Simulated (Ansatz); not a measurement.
Ta: pressure and energy change per atom as volume scale varies

Results calculated with Ansatz 0.2.0, not measured. Plane-wave DFT, scalar-relativistic PAW made under PBE with cores redone for the functional, no dispersion; the given relaxed cell is scaled uniformly, energy at zero smearing counts from the unscaled cell, pressure at the given Fermi-Dirac smearing is positive in compression.

The cell before it is scaled or strained (space group Fd-3m, No. 227):
```
cell vectors (Å)
   0.0000     3.1027     3.1027
   3.1027     0.0000     3.1027
   3.1027     3.1027     0.0000
atoms (fractions of the cell vectors)
Ta  0.12500  0.12500  0.12500
Ta  0.87500  0.87500  0.87500
```

Settings of every row: spin polarised no; functional BLYP; wave cutoff 420 eV; smearing width 0.1 eV; k mesh 10x10x10.

Atom starting moment: 0 on all atoms.

Limits: some atoms lie unusually close (a squeezed, shaken or made-up cell); no spin-orbit coupling, which can matter with elements this heavy.

```
row  volume scale  V (Å³/atom)  pressure (GPa)  energy change per atom (meV)
  1          0.88       26.285           10.07                        100.13
  2          0.92       27.479            6.09                          41.1
  3          0.96       28.674            2.79                          9.23
  4          1.04       31.064               ?                             ?
  5          1.08       32.258            -4.2                         35.48
  6          1.12       33.453           -5.81                         74.54
```

Question: what pressure and energy change per atom should row 4 give?

Worked fit of pressure. Take u = (V_r/V)^(2/3) − 1 with V_r = 28.674 Å³ an atom, which is twice the finite (Eulerian) strain; such expansions in the strain, on which the Birch-Murnaghan equation of state is built, carry the rest volume and the bulk modulus. The shown rows have u = 0.05971, 0.02879, 0, -0.07551, -0.09766. Least squares give pressure = 2.788 + 108.98 × u + 215.4 × u² GPa; a straight line predicts inner rows, each left out in turn, worse (root mean square 0.57 against 0.018 GPa). The rows lie off it by 0.01, -0.01, 0.00, 0.01, -0.01. The pressure vanishes at u = -0.0270, or V = 29.88 Å³ an atom, and there the bulk modulus at fixed shape and fractions is B = −V dP/dV = (2/3)(1 + u) dP/du = 63.1 GPa. The withheld row has u = -0.05197, so the fit gives 2.788 + 108.98 × (-0.05197) + 215.4 × (-0.05197)² = -2.29 GPa.

The calculation gave -2.28 GPa. The fit lies 0.01 GPa (0.063 % of the column's range) below it, one unit of the last digit.

Worked fit of energy change per atom. Take u = (V_r/V)^(2/3) − 1 with V_r = 28.674 Å³ an atom, which is twice the finite (Eulerian) strain; such expansions in the strain, on which the Birch-Murnaghan equation of state is built, carry the rest volume and the bulk modulus. The shown rows have u = 0.05971, 0.02879, 0, -0.07551, -0.09766. Least squares give energy change per atom = 9.163 + 695.64 × u + 13933.7 × u² meV; a straight line predicts inner rows, each left out in turn, worse (root mean square 37 against 0.68 meV). The rows lie off it by -0.25, 0.36, 0.07, -0.60, 0.42 (root mean square 0.38 meV). The withheld row has u = -0.05197, so the fit gives 9.163 + 695.64 × (-0.05197) + 13933.7 × (-0.05197)² = 10.64 meV.

The calculation gave 9.76 meV. The fit lies 0.88 meV (9 % of the value, 0.97 % of the column's range) above it; its largest miss of a shown row is 0.60 meV.
